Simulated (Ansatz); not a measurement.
## Swapping F for I on Ge: the HOMO–LUMO gap

On one Ge centre, n of the F ligands are replaced by I. The HOMO–LUMO gap y in eV at wB97X-V/def2-TZVPP. Shapes: PBE0-D4/def2-TZVP. Programs: Ansatz 0.2.0.

| molecule | n | y (eV) |
| --- | --- | --- |
| GeF4 | 0 | 15.90 |
| GeI2F2 | 2 | 9.82 |
| GeI3F | 3 | ? |
| GeI4 | 4 | 8.53 |

Problem. Fit y = c + s·n to the known rows and predict GeI3F.

Solution. 
1. Means of the 3 rows: n = 2.00000, y = 11.417.
2. Σ(Δn)² = 8, Σ(Δn·Δy) = -14.74, so the slope is -14.74/8 = -1.8425.
3. Intercept: 11.417 − (-1.8425) × 2.00000 = 15.102. The largest residual of the fit is 1.60.
4. GeI3F: 15.102 + (-1.8425) × 3 = 9.57 eV.

The run gave 9.03 eV, so the prediction is off by +0.54 eV, within the largest residual. The step per swap drifts from -3.04 to -0.50 eV. Other levels give for GeI3F: B3LYP-D4/def2-TZVPP 4.34; PBE0-D4/def2-TZVPP 4.85 eV. Orbital gaps aren't excitation energies, and the LUMO depends on the basis. For atoms past krypton def2 sets carry core potentials with scalar relativity. Relativity is left out for Ge.

Replacing F by I narrows the gap at every step in the series, but with quickly diminishing effect: the average change per swap is -3.04 eV up to GeI2F2 and only -0.50 eV for the last one. The likely reason is a change in the character of the frontier orbitals. In GeF4 the HOMO consists of tightly bound F 2p lone pairs, whereas once iodine is present the much higher I 5p lone pairs take over, and further iodines mainly add lone-pair repulsion. The weaker, less polar Ge–I bonds also bring down the Ge–ligand σ* level, which probably accounts for part of the remaining decrease.

A straight line therefore misses the physics, and its modest error for GeI3F reflects the line crossing a convex curve near that composition rather than additive ligand effects. The much smaller gaps from the two global hybrids probably reflect their weaker long-range exact exchange. Without GeIF3, the data can't show how much of the initial drop comes from the first iodine alone.
